Which frontier level follows the metal?

The question

In a flat molecule with three groups around one metal atom, does the metal or do its neighbours set the frontier levels? HOMO is the energy of the highest filled orbital, LUMO that of the lowest empty one, and the gap is their difference. It is a difference of orbital energies and should not be read as the energy of absorbed light. Four rows with gallium or indium are open. Two rows, one with aluminium and one with indium, are to be forecast from them.

Gas-phase molecules with one Al, Ga or In atom, computed with Ansatz 0.2.0 at the HSE06-D4/def2-TZVPP level (HSE06 in its plane-wave form) on PBE0-D4/def2-TZVP geometries. Elements past Kr have def2 core potentials. Each frame is a SMILES string in which * stands for the metal atom.

```
 formula     frame   *   Z  electronegativity  point group  mean bond of the marked atom (Å)  HOMO (eV)  LUMO (eV)  gap (eV)
 CH4ClGa   H*(C)Cl  Ga  31              1.810           Cs                             1.891      -7.72      -1.71      6.01
 CH4ClIn   H*(C)Cl  In  49              1.780           C1                             2.066      -7.47      -1.95      5.52
  CH2InN  H*(H)C#N  In  49              1.780          C2v                             1.848          ?          ?         ?
AlBrClHO  O*(Cl)Br  Al  13              1.610           Cs                             1.995          ?          ?         ?
BrClGaHO  O*(Cl)Br  Ga  31              1.810           Cs                             2.048      -8.50      -2.03      6.47
BrClHInO  O*(Cl)Br  In  49              1.780           Cs                             2.233      -8.41      -2.96      5.45
```

The star marks the metal. In the methyl frame it carries a methyl group, a hydrogen and a chlorine; in the oxy frame an OH group, a chlorine and a bromine. The cyanide row has two hydrogens and a cyanide group.

Two limiting cases

Suppose first that the HOMO is a metal–ligand bond and the LUMO its antibonding partner. A longer bond means weaker overlap, so the two levels approach each other: the HOMO rises and the LUMO falls. The shifts in the methyl frame have these signs. From Ga to In its HOMO rises by 0.25 eV and its LUMO falls by 0.24 eV.

Suppose instead that the HOMO is a lone pair on a ligand. It takes little part in bonding to the metal, so a change of metal should hardly move it, and the LUMO alone must change the gap. The oxy frame comes close to this limit: its HOMO rises by only 0.09 eV while its LUMO falls by 0.93 eV. The level shifts are computed facts; the bond and lone-pair characters are inferred from them and from ordinary bonding theory, since no orbital compositions are given. The LUMO could also be the metal's empty p orbital, which stands upright on the molecular plane and takes no part in the σ bonds. The next empty level, which is not in the table, hints at which is which. From Ga to In it falls by 0.75 eV in the methyl frame, much more than the LUMO, but by only 0.39 eV in the oxy frame, much less than the LUMO. This suggests a swapped order: the empty p orbital is lowest in the methyl frame, and an antibonding orbital with metal s character is lowest in the oxy frame. The methyl pair would then match the first case in its signs only.

The step from Ga to In is not a pure change of element. Indium is described by a core potential that contains scalar relativity, whereas gallium is treated without relativity. The OH group also points to different sides in the two oxy molecules, and the methyl group is turned differently in the other pair. The methyl Ga structure has a small imaginary vibration, so it is not a confirmed minimum.

Forecast for aluminium

The aluminium molecule belongs to the oxy frame. If its HOMO is a ligand lone pair, the Ga value can be kept, which gives −8.5 ± 0.3 eV.

The LUMO needs two steps. The first is a straight line through the LUMOs of the oxy Ga and In rows, drawn against the mean bond length of the metal:

slope = (−2.96 + 2.03) eV / (2.233 − 2.048) Å = −5.03 eV/Å

step from Ga to Al = −5.03 eV/Å × (1.995 − 2.048) Å = +0.27 eV

The second step concerns the metal's own s level. Gallium has a filled 3d shell, which screens the nucleus poorly, so its 4s level lies below the 3s level of aluminium, by something like 1 eV in the free atoms. If the LUMO is an antibonding orbital with much metal s character, it should show a good part of that difference, taken here as 0.5 eV:

LUMO(Al) = −2.03 + 0.27 + 0.5 = −1.26 eV

The forecast is therefore a LUMO of −1.3 ± 0.6 eV and a gap of 7.2 ± 0.7 eV, the widest in the oxy frame. The ranges are judgements, since a line through two points has no statistical error.

Forecast for the cyanide

The two known indium gaps are almost equal, at 5.52 and 5.45 eV. It is tempting to call 5.5 eV the gap of indium, but the two gallium gaps differ by almost half an electronvolt. A fixed gap for each metal is therefore no general rule, and the levels have to be estimated separately.

The starting point is the mean of the two known In rows. The cyanide molecule has neither a methyl group nor a halogen lone pair, and cyanide draws charge away from the metal. For these reasons the HOMO is placed 0.5 eV below the mean, at −8.4 ± 0.5 eV. The LUMO is left at the mean, −2.455 ± 0.5 eV. The gap follows as 6.0 ± 0.7 eV, wider than in the other In rows. The ranges for the levels are half the difference between the two known In molecules.

The computed values

The withheld rows as computed:

```
 formula     frame   *   Z  electronegativity  point group  mean bond of the marked atom (Å)  HOMO (eV)  LUMO (eV)  gap (eV)
  CH2InN  H*(H)C#N  In  49              1.780          C2v                             1.848      -8.60      -2.98      5.62
AlBrClHO  O*(Cl)Br  Al  13              1.610           Cs                             1.995      -8.43      -1.44      6.99
```

Aluminium: the forecasts hold

All three aluminium values lie within their ranges, and the gap is indeed the widest in its frame. The HOMO is the more telling result. Across Al, Ga and In it stays within 0.09 eV, while the LUMO moves by 1.52 eV. That is what a ligand lone pair below a metal-based empty level should give, though the agreement does not prove these orbital characters.

The LUMO forecast was 0.18 eV too high, which made most of the 0.25 eV excess in the gap. The bond-length step alone would have put the LUMO at −1.76 eV, too low by 0.32 eV. An extra upward shift was thus needed, but a smaller one than was added. The deeper 4s level of gallium is a plausible reason for its direction; its size cannot be read from this row, because the slope also contains the effects of relativity and of the turned OH group. The aluminium LUMO may even be the empty p orbital instead: it lies close to the second empty level of the oxy Ga molecule, which is probably the empty p orbital there. The forecast would then be right partly by luck.

Cyanide: where the reasoning slipped

The HOMO and the gap lie within their ranges, but the LUMO does not. At −2.98 eV it is 0.53 eV below the forecast, just outside the allowed half electronvolt. The gap is wider than in the other In rows, as forecast, but only slightly. The simple guess of a common indium gap would have come closer.

One possible fault is the starting point. A lone pair on a chlorine, bromine or oxygen atom bound to the metal can donate into the metal's empty p orbital and push it up. Both known In molecules have such an atom, but the cyanide has not, so an empty p orbital should lie lower there. The empty π* orbital of the cyanide group may lower it further by mixing with it. The forecast used the missing lone pairs only for the HOMO. Its mean may also have mixed two kinds of LUMO, but that would not explain the miss. If the second empty level of the oxy In molecule is its empty p orbital, a mean of p orbitals alone would lie even further above the computed value.

A loss of charge from the metal explains the miss less well. The Mulliken charge of indium is only 0.58 in the cyanide, against 0.73 in the methyl and 0.93 in the oxy molecule, although such charges depend on the basis set. The account by lone pairs and π* mixing was made after seeing the answer, so it is still to be tested.

Reading a neighbouring case

A change of metal and a change of ligand act differently. If the HOMO is a ligand lone pair, a new metal shows up mainly in the LUMO, and the gap follows it. If the HOMO is a metal–ligand bond and the LUMO its antibonding partner, both levels respond: in opposite directions if mainly the overlap changes, in the same direction if mainly the metal's own level moves. A change of ligands can lower both levels by similar amounts, as it does from the methyl indium molecule to the cyanide. The gap then stays nearly constant, although the lower LUMO suggests a better electron acceptor.

The slope should not be carried from one frame to another. The metal's bonds lengthen by a similar amount in both Ga–In pairs, yet the LUMO falls almost four times as far in the oxy pair, a difference that bond length alone does not explain. A different kind of LUMO in the two frames, as the next empty levels suggest, is a likely reason. The output below lists each forecast beside its computed value.

Output of the analysis:

```
HOMO change Ga to In, methyl frame (eV): 0.25
LUMO change Ga to In, methyl frame (eV): -0.24
HOMO change Ga to In, oxy frame (eV): 0.09
LUMO change Ga to In, oxy frame (eV): -0.93
gap fall Ga to In, methyl frame (eV): 0.49
gap fall Ga to In, oxy frame (eV): 1.02
B3LYP gap fall, methyl frame (eV): 0.504
B3LYP gap fall, oxy frame (eV): 0.992
slope of LUMO with mean bond, two oxy rows (eV per angstrom): -5.027
LUMO step from Ga to Al by the bond line alone (eV): 0.2664
half the HOMO difference between the two In frames (eV): 0.47
half the LUMO difference between the two In frames (eV): 0.505
forecast HOMO, Al row, range 0.3 either way (eV): -8.5
forecast LUMO, Al row, range 0.6 either way (eV): -1.264
forecast gap, Al row, range 0.7 either way (eV): 7.236
forecast HOMO, cyanide row, range 0.5 either way (eV): -8.44
forecast LUMO, cyanide row, range 0.5 either way (eV): -2.455
forecast gap, cyanide row, range 0.7 either way (eV): 5.985
computed HOMO, Al row (eV): -8.43
computed LUMO, Al row (eV): -1.44
computed gap, Al row (eV): 6.99
computed HOMO, cyanide row (eV): -8.6
computed LUMO, cyanide row (eV): -2.98
computed gap, cyanide row (eV): 5.62
forecast less computed HOMO, Al row (eV): -0.07
forecast less computed LUMO, Al row (eV): 0.1764
forecast less computed gap, Al row (eV): 0.2464
forecast less computed HOMO, cyanide row (eV): 0.16
forecast less computed LUMO, cyanide row (eV): 0.525
forecast less computed gap, cyanide row (eV): 0.365
rival for Al, Ga gap carried over, less computed gap (eV): -0.52
rival for cyanide, mean of the two In gaps (eV): 5.485
rival for cyanide, mean In gap less computed gap (eV): -0.135
```
